A temperature difference across a doped crystal drives carriers from the hot end to the cold end until a voltage holds them back. That voltage per degree is the Seebeck coefficient. When all carriers keep their direction of motion for the same average time, and the band edge is parabolic, its magnitude is the entropy that one carrier takes along, divided by its charge. Adding carriers leaves each of them fewer places to be, so the magnitude should fall with doping in a simple way.

The table follows this fall in layered boron nitride, computed with a gradient-corrected density functional and a fixed set of bands. Doping is counted in units of 10¹⁸ carriers per cm³, negative for electrons and positive for holes. The label xx means along the layers and zz across them.

Transport in hexagonal BN (P6_3/mmc, a = 2.506 Å, c = 6.614 Å), computed with Ansatz 0.2.0 using scalar-relativistic PBE-D3(BJ), PAW, a 420 eV cutoff and a 12×12×4 k mesh. Bands are rigid and interpolated, the relaxation time τ is constant, and positive doping means holes. Conductivity masses are the principal values of ne²τ/σ, numbered in ascending order.

```tsv
temperature (K)	doping (1e18 cm^-3)	Seebeck xx (microV/K)	Seebeck zz (microV/K)	conductivity mass 1 (m_e)	conductivity mass 3 (m_e)
300	-1	-610	-624	0.478	2.57
300	-10	-413	-426	0.478	2.56
300	-100	-220	-234	0.479	2.50
300	-1000	-71.4	-80.3	0.496	2.20
300	1	732	752	1.29	5.24
300	10	534	554	1.29	5.24
300	100	336	355	1.30	5.19
300	1000	141	154	1.30	4.72
600	-1	-700	-718	0.491	2.33
600	-10	-502	-519	0.491	2.33
600	-100	-306	-323	0.493	2.31
600	-1000	-132	-146	0.509	2.17
600	1	793	805	1.23	4.39
600	10	595	607	1.23	4.39
600	100	396	408	1.23	4.36
600	1000	198	207	1.20	4.10
900	-1	-758	-777	0.513	2.24
900	-10	-560	-579	0.513	2.24
900	-100	-363	-382	0.515	2.23
900	-1000	-180	-197	0.533	2.17
900	1	828	838	1.16	3.94
900	10	630	640	1.16	3.94
900	100	431	441	1.16	3.92
900	1000	232	241	1.13	3.76
```

**(a) By how much should the Seebeck coefficient fall for each tenfold rise in doping, and which rows depart from that rule?**

*Solution.* Thinly spread carriers hardly compete for states. Ten times as many carriers then leave each one a tenth of the free states, and its entropy drops by k ln 10, where k is Boltzmann's constant. Divided by the elementary charge e, this is 198 µV/K per decade of doping, for electrons and holes alike and at any temperature. Only the starting height of the line depends on the material, and the row at doping −1 or +1 supplies it.

Take electrons at 300 K. The line starts at 610 µV/K and after three decades should have come down to 610 − 3 × 198.4 ≈ 15 µV/K. The table has 71.4 at doping −1000, so this row lies almost 57 µV/K too high.

The same row at 600 K is 27 µV/K too high, and at 900 K it is 17 too high. A weak forerunner appears at −100 and 300 K, about 7 µV/K above the line. The zz component breaks in the same rows by similar amounts.

The holes behave differently. Even at +1000 they stay within 5 µV/K of their line in both directions and at each temperature. The question is therefore double: what lifts the electrons off the line, and what keeps the holes on it?

**(b) What lifts the heavily doped electron rows, and can the size of the break be estimated?**

*Solution.* The straight line cannot go on for ever, because it would soon pass through zero and give each carrier a negative entropy. Before that happens the carriers run out of separate states. The Pauli principle then stacks them into a filled sea, in which only those near the surface can respond to heat. The entropy per carrier becomes small but stays positive, so the curve bends away from the line and flattens.

How close a row is to this point depends on n/N. Here n is the density of carriers and N the effective density of states that heat can reach near the band edge. For dilute carriers in a three-dimensional parabolic band, the Seebeck magnitude is

S = (k/e) [ln(N/n) + 5/2], with k/e ≈ 86 µV/K.

The row at −1 and 300 K gives 610/86 ≈ 7.1, hence ln(N/n) ≈ 4.6 and n/N ≈ 0.01. A thousand times more electrons make n/N ≈ 10.3 when unrounded values are carried along, which is a well-filled sea.

For such a sea the depth of filling, measured in units of kT, is η ≈ (1.33 n/N)^(2/3) ≈ 5.7. The entropy per carrier is about π²k/(2η), so S ≈ 86 × 4.9/5.7 ≈ 74 µV/K. A fuller treatment, a series in n/N that is good to about 1 µV/K here, gives 71 µV/K. The table's 71.4 was not used to set N, so the agreement is a check on the model and not the result of a fit to this row.

Heating widens the range of states within reach. N grows, the sea becomes shallower, and the break shrinks, as the rows at 600 and 900 K show. The model follows this with misses of up to about 4 µV/K at −1000.

**(c) Do the holes stay on their line because they have more states, or because their band edge has another shape?**

*Solution.* They do have more states: their dilute Seebeck coefficient is higher, 732 against 610 µV/K at 300 K. If that were the whole reason, the three-dimensional model should describe them too. It predicts 154 µV/K at +1000 and 300 K, 17 above the line, while the table has 141. More room thus explains why the break is much smaller than for electrons, but not why it almost vanishes.

The rest follows from how the states are spread in energy. In three dimensions their density starts from zero at the edge and grows; in two it jumps at once to a constant value. Crowding costs the carriers free energy. To first order in n/N, this cost per carrier varies with temperature as T^(1−d/2), where d is the number of dimensions.

Entropy is the rate at which free energy falls on heating. For d = 3 the cost shrinks as the crystal warms, which adds entropy and lifts the curve. For d = 2 the cost does not depend on temperature, so it adds no entropy and the line survives well into the crowded range. The two-dimensional model gives 139 µV/K for the hole row just discussed, close to the table, although the sea is by then more than one kT deep. Applied to the electrons at −1000 and 300 K, the same model gives only 45, far below the computed value.

The dilute rows offer a second test, in which crowding plays no part. Heating opens new states in proportion to T^(d/2), so going from 300 to 900 K should raise S by (d/2)(k/e) ln 3. That is 142 µV/K in three dimensions and 95 in two. In the xx component the electrons at −1 gain 148 and the holes at +1 gain 96; in zz the gains are 153 and 86, somewhat further from the ideal values. The two tests therefore agree: the electrons behave as in three dimensions, the holes as in two.

What the numbers show is that the valence edge of these interpolated bands fills like a two-dimensional one. Weak coupling between the layers is a possible reason, but it remains a guess. A weak coupling of fixed strength would put the zz coefficient of dilute holes about k/e below the xx one, whereas the table has it slightly above. The coupling would therefore have to grow away from the band edge. The ratio of the largest to the smallest conductivity mass is about 4 for dilute holes and 5 for dilute electrons at 300 K, so the masses do not mark the holes as the more layered carriers. A ridge of nearly constant energy along some other direction would give the same step, while separate parabolic maxima would not. The hole rows also lean on interpolation: the top of the valence band falls between the computed k points, about two kT (at 300 K) above the highest of them, and no denser mesh is shown here as a check.

A straight Seebeck line is no proof of a constant mass either. Conductivity mass 3, the largest of the three, falls by 10 % for holes between +1 and +1000 at 300 K, while their Seebeck coefficient keeps to its line. It falls by 25 % when dilute holes are heated to 900 K. A single parabolic edge would keep these masses fixed, so carriers pushed deeper into the bands, by filling or by heat, must meet another curvature or further band edges. This may also account for the small misses of the electron model.

For someone who wants to read a carrier density from a Seebeck value, the difference matters. At 300 K the electron row at −1000 would be read as (610 − 71)/198 ≈ 2.7 decades above the dilute row instead of three, which is about half the true density. At 900 K the reading is still nearly a fifth too low, whereas for holes the line is good to about 5 % at all three temperatures. These figures hold for a constant relaxation time; in a real sample, scattering that depends on energy shifts the line, and the starting point has to be calibrated anew.

The analysis program printed:

```
Magnitude of Seebeck xx against models in microV/K:
  row   line  above line  zz above its line     n/N 3D  3D model     n/N 2D  2D model
  300    610           0                  0    0.01027     610.1   0.006228       610
  300  411.6       1.421             0.4214     0.1027     412.4    0.06228     411.6
  300  213.2       6.843              6.843      1.027     220.7     0.6228     213.6
  300  14.74       56.66              51.56      10.27     70.83      6.228      45.3
  300    732           0                  0   0.002492       732   0.001512       732
  300  533.6      0.4214             0.4214    0.02492     533.8    0.01512     533.6
  300  335.2      0.8429            -0.1571     0.2492       337     0.1512     335.2
  300  136.7       4.264             -2.736      2.492     154.1      1.512     139.4
  600    700           0                  0   0.003613       700   0.002192       700
  600  501.6      0.4214            -0.5786    0.03613     501.9    0.02192     501.6
  600  303.2       2.843              1.843     0.3613     305.9     0.2192     303.2
  600  104.7       27.26              23.26      3.613       129      2.192     110.1
  600    793           0                  0   0.001228       793  0.0007448       793
  600  594.6      0.4214             0.4214    0.01228     594.7   0.007448     594.6
  600  396.2     -0.1571            -0.1571     0.1228     397.1    0.07448     396.2
  600  197.7      0.2643             -2.736      1.228     206.7     0.7448     198.4
  900    758           0                  0   0.001843       758   0.001118       758
  900  559.6      0.4214             0.4214    0.01843     559.7    0.01118     559.6
  900  361.2       1.843              1.843     0.1843     362.6     0.1118     361.2
  900  162.7       17.26              15.26      1.843     175.9      1.118     164.2
  900    828           0                  0  0.0008181       828  0.0004962       828
  900  629.6      0.4214             0.4214   0.008181     629.6   0.004962     629.6
  900  431.2     -0.1571            -0.1571    0.08181     431.8    0.04962     431.2
  900  232.7     -0.7357             -1.736     0.8181     238.8     0.4962       233
Nondegenerate step per decade of doping in microV/K: 198.4
Electrons at -1, rise of Seebeck xx magnitude from 300 to 900 K in microV/K: 148
Holes at +1, rise of Seebeck xx from 300 to 900 K in microV/K: 96
Same rise expected in 3D in microV/K: 142
Same rise expected in 2D in microV/K: 94.67
Electrons at -1000, rms miss of 3D model in microV/K: 2.961
Electrons at -1000, rms miss of 2D model in microV/K: 21.68
Holes at +1000, rms miss of 3D model in microV/K: 9.887
Holes at +1000, rms miss of 2D model in microV/K: 1.133
Holes at +1000 and 300 K, 2D chemical potential inside the band in kT: 1.263
Electron mass 3 at 300 K, change from -1 to -1000 in percent: -14.4
Hole mass 3 at 300 K, change from +1 to +1000 in percent: -9.924
Electron mass 3 at -1, change from 300 to 900 K in percent: -12.84
Hole mass 3 at +1, change from 300 to 900 K in percent: -24.81
```
